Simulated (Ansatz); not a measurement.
# Pd4B: changing the functional

The cell as given:

Space group Pmm2 (No. 25). a = 2.892 Å, b = 4.365 Å, c = 5.856 Å, α = 90.00°, β = 90.00°, γ = 90.00°
| atom | site | symmetry | x | y | z |
| --- | --- | --- | --- | --- | --- |
| Pd | 1c | mm2 | 0.5000 | 0.0000 | 0.1976 |
| Pd | 1a | mm2 | 0.0000 | 0.0000 | 0.6195 |
| Pd | 1b | mm2 | 0.0000 | 0.5000 | 0.3292 |
| Pd | 1d | mm2 | 0.5000 | 0.5000 | 0.8676 |
| B | 1c | mm2 | 0.5000 | 0.0000 | 0.8632 |

The cell comes from a database or a generator and needn't be the stable form of this composition.

Kept alike: task relaxation of cell and atoms; k mesh 9 × 6 × 5; occupations fermi-dirac, width 0.05 eV; no spin polarisation. Program: Ansatz, Ansatz PAW. Cutoffs run from 420 to 500 eV. The mesh is that of the run's cell of 5 atoms. No spin-orbit coupling.

| run | volume (Å³/atom) | first edge of the run's cell (Å) | third edge of the run's cell (Å) |
| --- | --- | --- | --- |
| A | 14.354 | 2.836 | 5.843 |
| B | 14.672 | 2.859 | 5.881 |
| C | 13.601 | 2.764 | 5.766 |

The relaxations keep at least the cell's symmetry (Pmm2). For a metal such a mesh leaves the last digits unconverged. Relaxations stop with a little pressure left, so the last digits of a volume or edge aren't settled. Ansatz's relaxations hold a Pulay term in the stress (up to 0.2 GPa here). All rows use potentials made for PBE.

Problem. The runs differ in the functional (and the cutoff that goes with it) alone: LDA; PBE; r2SCAN. Which run is which?

Solution. Run A is r2SCAN; run B is PBE; run C is LDA. The volume runs from 13.601 (LDA) to 14.672 Å³/atom (PBE). From PBE: LDA -1.071; r2SCAN -0.318. The first edge of the run's cell runs from 2.764 (LDA) to 2.859 Å (PBE). From PBE: LDA -0.095; r2SCAN -0.023. The third edge of the run's cell runs from 5.766 (LDA) to 5.881 Å (PBE). From PBE: LDA -0.115; r2SCAN -0.038.

The volume rises from LDA through r2SCAN to PBE, and both listed edges follow the same order. LDA overbinds because its local exchange-correlation energy favours the more uniform density of a compressed lattice. PBE's gradient correction lowers the energy of inhomogeneous density, which weakens the bonds and lets the cell expand. r2SCAN also uses the kinetic-energy density to tell bonding regions apart, and here it stays much closer to PBE than to LDA.

The contraction isn't uniform. From PBE to LDA the third edge loses more in absolute length, but the first edge shrinks more in proportion. The first edge is a direct Pd–Pd repeat, whereas short Pd–B contacts run along the third. This suggests that the Pd 4d–B 2p bonds resist compression better than the softer contacts between Pd atoms.

The spread shows how sensitive the equilibrium geometry is to the functional, but without a measured structure of this phase it doesn't show which functional is the most accurate for it.
